**The decision**

Neutron data on a gadolinium material can be analysed with the 4f radial distribution of a free ion, and someone has to decide which ion. These Dirac-Fock results say that the 4f count matters most, and that up to Gd3+ the charge hardly changes ⟨r²⟩. Beyond that the 5p losses add up: four of them, from Gd4+ to Gd8+, lower ⟨r²⟩ by 12 %, as much as one 4f loss. Three sizes are worth remembering. Removing a 6s electron shrinks the 4f ⟨r²⟩ by a few tenths of a percent, removing a 5d or 5p electron by 2 to 3 %, and removing a 4f electron by about 10 %. The percentage change of ⟨r⁶⟩ is three and a half to twenty times larger, depending on the step.

At low angle the four 4f⁷ rows, Gd to Gd3+, are therefore nearly interchangeable: ⟨r²⟩ differs by 2.8 % between the ends. For anything that uses ⟨r⁶⟩, such as a sixth-rank crystal-field term, they aren't, since it falls by 26 % over the same rows. These are free ions, so bonding and crystal effects come on top, and only the 4f shell is integrated: the open 5d, 6s or 5p shells of Gd to Gd2+ and Gd5+ to Gd10+ would add their own part to the magnetic form factor.

Gadolinium atom and free ions, Gd to Gd11+, computed with Radial Dirac-Fock and Kohn-Sham solver 2 at the Dirac-Fock average-of-configuration level, with a finite nucleus of rms radius 5.1569 fm. The moments <r²>, <r⁴> and <r⁶> are averages over the radial density of the open 4f shell.

| species | Z | charge (e) | electrons | configuration | <r²> (bohr²) | <r⁴> (bohr⁴) | <r⁶> (bohr⁶) |
| --- | --- | --- | --- | --- | --- | --- | --- |
| Gd | 64 | 0 | 64 | [Xe] 4f7 5d1 6s2 | 0.8918 | 2.040 | 10.51 |
| Gd+ | 64 | 1 | 63 | [Xe] 4f7 5d1 6s1 | 0.8904 | 2.021 | 10.16 |
| Gd2+ | 64 | 2 | 62 | [Xe] 4f7 5d1 | 0.8868 | 1.983 | 9.597 |
| Gd3+ | 64 | 3 | 61 | [Xe] 4f7 | 0.8671 | 1.820 | 7.830 |
| Gd4+ | 64 | 4 | 60 | [Xe] 4f6 | 0.7623 | 1.288 | 4.161 |
| Gd5+ | 64 | 5 | 59 | [Kr] 4d10 4f6 5s2 5p5 | 0.7363 | 1.160 | 3.367 |
| Gd6+ | 64 | 6 | 58 | [Kr] 4d10 4f6 5s2 5p4 | 0.7125 | 1.055 | 2.794 |
| Gd7+ | 64 | 7 | 57 | [Kr] 4d10 4f6 5s2 5p3 | 0.6907 | 0.9662 | 2.362 |
| Gd8+ | 64 | 8 | 56 | [Kr] 4d10 4f6 5s2 5p2 | 0.6703 | 0.8905 | 2.025 |
| Gd9+ | 64 | 9 | 55 | [Kr] 4d10 4f5 5s2 5p2 | 0.6160 | 0.7278 | 1.440 |
| Gd10+ | 64 | 10 | 54 | [Kr] 4d10 4f5 5s2 5p1 | 0.6008 | 0.6815 | 1.276 |
| Gd11+ | 64 | 11 | 53 | [Kr] 4d10 4f5 5s2 | 0.5863 | 0.6398 | 1.138 |

**What the moments control**

Z = 64 is the nuclear charge, and ⟨r²⟩, ⟨r⁴⟩, ⟨r⁶⟩ are averages of powers of the radius r over the 4f radial density, in powers of bohr. In the dipole approximation the spin part of the form factor is ⟨j₀⟩, the average of sin(Qr)/(Qr), with Q = 4π s and s = sin θ/λ. Expanding the sine gives

⟨j₀⟩ = 1 − Q²⟨r²⟩/6 + Q⁴⟨r⁴⟩/120 − Q⁶⟨r⁶⟩/5040 + …

At s = 0.1 Å⁻¹ this series yields 0.937 for Gd, 0.939 for Gd3+ and 0.946 for Gd4+. One 4f electron moves the curve more than three outer electrons together. The moments fix the low-angle part only: at s = 0.2 Å⁻¹ the last term kept is already up to 0.012, and the third decimal is no longer safe.

**A staircase, not a curve**

All three moments fall at every step, but the configurations show that the electron removed changes along the way: 6s twice, 5d, 4f, 5p four times, 4f, 5p twice. The two big drops of ⟨r²⟩, 12 % into Gd4+ and 8 % into Gd9+, are the two 4f removals. The six 5p steps lie between 3.4 and 2.4 %. The rows that look irregular against charge are regular against the shell that was opened.

The positions of the big steps follow the configurations of the runs, and nothing here tests that each is the lowest state of its ion. If Gd5+ were computed as 4f⁵ 5p⁶, the second big step would come four rows earlier. The drop into Gd4+ is also not a half-filled-shell effect: every row is an average over the configuration, which gives 4f⁷ no special high-spin term, and the step from 4f⁶ to 4f⁵ is of the same kind.

**Mechanism: only enclosed charge pulls**

The simpler system is a test charge among nested hollow charged spheres. By Gauss's law a sphere outside the test charge exerts no force on it and only shifts the potential by a constant, while a sphere inside acts with its full charge. Removing an electron raises the pull on a 4f electron at radius r by the fraction of the removed density that lay inside r.

For a 4f partner that fraction is about one half, because two electrons with the same radial density are equally likely to be the inner one. The 5p and 5d orbitals peak outside the 4f maximum and reach it only with inner lobes and flanks, and 6s lies further out still. The argued order is 4f, then 5p and 5d, then 6s, and the table has that order in ⟨r²⟩.

The same runs give the sum of r² over all electrons, which tests the picture from the other side. From Gd to Gd3+ it falls by 60 %, from 86.8 to 35.1 bohr², while the 4f ⟨r²⟩ falls by 2.8 %: the outer density goes and the 4f shell hardly notices.

The analogy has bounds. Orbitals overlap instead of nesting, the remaining shells relax inward after each ionisation and restore some screening, and exchange has no counterpart among classical spheres. It gives the order of the steps, not their size.

**A hydrogenic ruler**

A hydrogenic 4f electron with charge Z′ has radial density proportional to r⁸ exp(−Z′r/2). Its moments are ⟨rᵏ⟩ = [(8+k)!/8!] (2/Z′)ᵏ, so ⟨r²⟩ = 90 × 4/Z′² = 360/Z′². Inverting this defines an apparent charge Z₂ = √(360/⟨r²⟩) for each row. The model lets Z₂ rise by a fixed amount per electron removed from each shell, with n the number removed. Fitted to all twelve rows it reads

Z₂ = 20.09 + 0.028 n(6s) + 0.425 n(5d) + 0.335 n(5p) + 1.150 n(4f).

Worked for Gd4+, a row that was part of the fit: two 6s, one 5d and one 4f electron are gone, so Z₂ = 20.09 + 0.056 + 0.425 + 1.150 = 21.72. Then ⟨r²⟩ = 360/21.72² = 360/471.8 = 0.763 bohr², against 0.7623 in the table, 0.1 % high.

That row flatters the model. The rms error relative to the tabulated ⟨r²⟩ is 0.8 %, and Gd3+ comes out 1.9 % low; a quartic in the charge, with the same five parameters, has an rms error of 2.0 % and misses both sides of each 4f step. Both errors are far above the rounding of the table, about 0.006 %. The fitted constants trade against each other: the 5d step read directly from two rows is 0.228, and the fit inflates it to 0.425 to absorb the unequal 4f steps. The printed output after this text lists all rows and steps.

Slater's screening constants, put into the same hydrogenic formula without his effective quantum number and with no fitted parameter, do worse. They give Z′ = 15.90 and ⟨r²⟩ = 1.42 bohr² for Gd3+, 64 % above the tabulated 0.867, a rise of only 0.35 per 4f electron, and no response at all to outer shells.

**Why a step can exceed one electron**

Z₂ rises by 1.36 into Gd4+ and by 1.00 into Gd9+. One electron cannot unscreen more than one unit of charge, and the symmetry argument suggested about a half, so Z₂ is not a count of screening. Part of the excess can come from the way ⟨r²⟩ weights the outer part of the shell, where more than half of the removed partner is enclosed. A force balance suggests a further source. With a centrifugal energy A/r² and a net enclosed charge q(r), the shell sits where 2A/r³ = q(r)/r², that is r q(r) = 2A. In hydrogen q is constant. In Gd the 4f shell overlaps the 4s, 4p and 4d shells, so q falls outward, locally as r⁻ᵖ. Adding a charge δ inside and differentiating r q = 2A gives dr/r = −δ/[(1 − p) q]. The apparent charge 2A/r then rises by δ/(1 − p): the shell contracts, uncovers more of the nucleus, and contracts further.

This is an argument for a single radius with frozen neighbours, and the table does not measure p. It does suggest a trend to look for. As the ion is stripped, q grows while the n = 4 core that sets its slope changes little, so p and the gain should fall. Steps of one kind should then shrink, provided δ stays about the same. The second 4f rise of Z₂ is 0.74 of the first, and the last 5p rise is 0.79 of the first. The two 6s rises go the other way and are taken up below. The similar decline fits a stiffening well without proving it, and it is the drift that fixed increments miss.

**The change sits in the tail**

A shell that only changed scale would keep ⟨r⁴⟩/⟨r²⟩² fixed, and ln⟨r⁴⟩ and ln⟨r⁶⟩ would move exactly 2 and 3 times as fast as ln⟨r²⟩. Every step exceeds both numbers. The ⟨r⁶⟩ slope is 22 and 14 for the 6s steps (the first is uncertain by about 7 % from the rounded table, but the unrounded moments also give 22), 9 for 5d, 6.1 to 4.7 for 5p, and 4.9 and 4.0 for 4f. Each 4f step lies below the steps on either side of it, so it is nearer to a plain rescaling than its neighbours are.

Gauss's law offers a reason for this as well. The enclosed fraction of an outer electron is small at the 4f maximum and grows outward, so its removal pulls on the tail, which the high powers weight. It fits that the 5d step, modest in ⟨r²⟩, cuts ⟨r⁶⟩ by 18 %, more than five of the six 5p steps do, though the 4f tail is also longer at that stage than in the higher ions.

The shape is far from hydrogenic throughout. The ratio ⟨r⁴⟩/⟨r²⟩² falls monotonically from 2.57 in Gd to 1.86 in Gd11+, against 1.47 for hydrogen. An apparent charge read from ⟨r⁶⟩ is 15.4 for Gd, where Z₂ is 20.1: a compact body under a large charge carries a long tail under a heavily screened one. A single screened charge should not be used to get ⟨r⁶⟩ from ⟨r²⟩.

**The second 6s step**

The second 6s removal lowers ⟨r²⟩ by 0.40 %, the first by 0.16 %, against the decline seen for repeated 5p and 4f steps. The difference is well above rounding. The all-electron sum of r² drops by 26.4 bohr² at the first ionisation and 17.8 at the second, which suits a 6s electron that is more compact in Gd+ and overlaps the 4f tail more. Those drops include the relaxation of all other shells, so this cause remains a guess.

**Carrying it to a neighbour**

For the ions of a nearby lanthanide the argument says to read the configurations first: nearly flat while 6s leaves, a small step mostly in the tail for 5d, a slow creep for 5p, a jump at each 4f loss, with 5p and 4f steps shrinking as the charge rises. Electron correlation and the resolution into terms and J levels are absent from these averages. A high-spin term has more exchange than the average, which would shift the absolute moments, and ⟨r⁶⟩, being the most sensitive at every step here, deserves the least trust.

The analysis program printed:

```
hydrogenic 4f: <r2>=360/Z^2, r4/r2^2=1.467, r6/r2^3=2.966
ion    Z(r2)  Z(r6)  r4/r2^2  r6/r2^3  <r2> error %: by shell, quartic in charge
Gd     20.09  15.37   2.565    14.82   +0.04  -0.02
Gd+    20.11  15.45   2.549    14.39   -0.08  +1.10
Gd2+   20.15  15.60   2.522    13.76   +0.04  -1.09
Gd3+   20.38  16.14   2.421    12.01   -1.87  -3.45
Gd4+   21.73  17.93   2.216     9.39   +0.12  +3.88
Gd5+   22.11  18.58   2.140     8.43   +0.53  +1.66
Gd6+   22.48  19.16   2.078     7.72   +0.81  -0.26
Gd7+   22.83  19.71   2.025     7.17   +0.95  -1.68
Gd8+   23.17  20.22   1.982     6.72   +1.02  -2.59
Gd9+   24.17  21.40   1.918     6.16   -0.27  +2.29
Gd10+  24.48  21.84   1.888     5.88   -0.52  +1.11
Gd11+  24.78  22.26   1.861     5.65   -0.78  -0.86
by-shell fit: Z(r2) = 20.09 + 0.028 n(6s) + 0.425 n(5d) + 0.335 n(5p) + 1.150 n(4f)
by shell (5 parameters): rms 0.78 %, worst Gd3+ -1.87 %
quartic in charge (5 parameters): rms 2.02 %, worst Gd4+ +3.88 %
table rounding (Gd): r2 0.006 %, r4 0.025 %, r6 0.048 %
step to, shell, change % r2 r4 r6, log slopes r4:r2 r6:r2 (rescaling: 2, 3), rise of Z(r2)
Gd+    6s  -0.16  -0.93  -3.33   5.96 21.56  0.016
Gd2+   6s  -0.40  -1.88  -5.54   4.69 14.07  0.041
Gd3+   5d  -2.22  -8.22 -18.41   3.82  9.06  0.228
Gd4+   4f -12.09 -29.23 -46.86   2.68  4.91  1.356
Gd5+   5p  -3.41  -9.94 -19.08   3.02  6.10  0.380
Gd6+   5p  -3.23  -9.05 -17.02   2.89  5.68  0.366
Gd7+   5p  -3.06  -8.42 -15.46   2.83  5.41  0.352
Gd8+   5p  -2.95  -7.83 -14.27   2.72  5.13  0.345
Gd9+   4f  -8.10 -18.27 -28.89   2.39  4.04  1.000
Gd10+  5p  -2.47  -6.36 -11.39   2.63  4.84  0.304
Gd11+  5p  -2.41  -6.12 -10.82   2.58  4.69  0.301
rounding makes the Gd+ slopes uncertain by up to about 7 % from r2 alone
rise of Z(r2), last/first: 4f 0.74, 5p 0.79
4f rise / next 5p rise: 3.6 (Gd4+), 3.3 (Gd9+)
Slater: Z=15.90 for 4f7, <r2>=1.42 bohr^2 (Gd3+ 0.867); rise 0.35 per 4f, 0 outer
Gd to Gd3+: r2 -2.8 %, r4 -10.8 %, r6 -25.5 %
Gd to Gd11+: r2 -34.3 %, r4 -68.6 %, r6 -89.2 %
all-electron sum of r^2, drop per removed electron (bohr^2):
  0-1+ 26.44, 1-2+ 17.82, 2-3+ 7.42, 3-6+ 3.13, 6-9+ 2.27, 9-11+ 2.14
  Gd to Gd3+: -59.6 %; 4f share Gd 7 %, Gd3+ 17 %
<j0> at s=0.1 1/A: Gd 0.937, Gd3+ 0.939, Gd4+ 0.946, Gd11+ 0.958; r6 term <= 0.0002
<j0> at s=0.2 1/A: Gd 0.779, Gd3+ 0.783, Gd4+ 0.804, Gd11+ 0.843; r6 term <= 0.0115
```
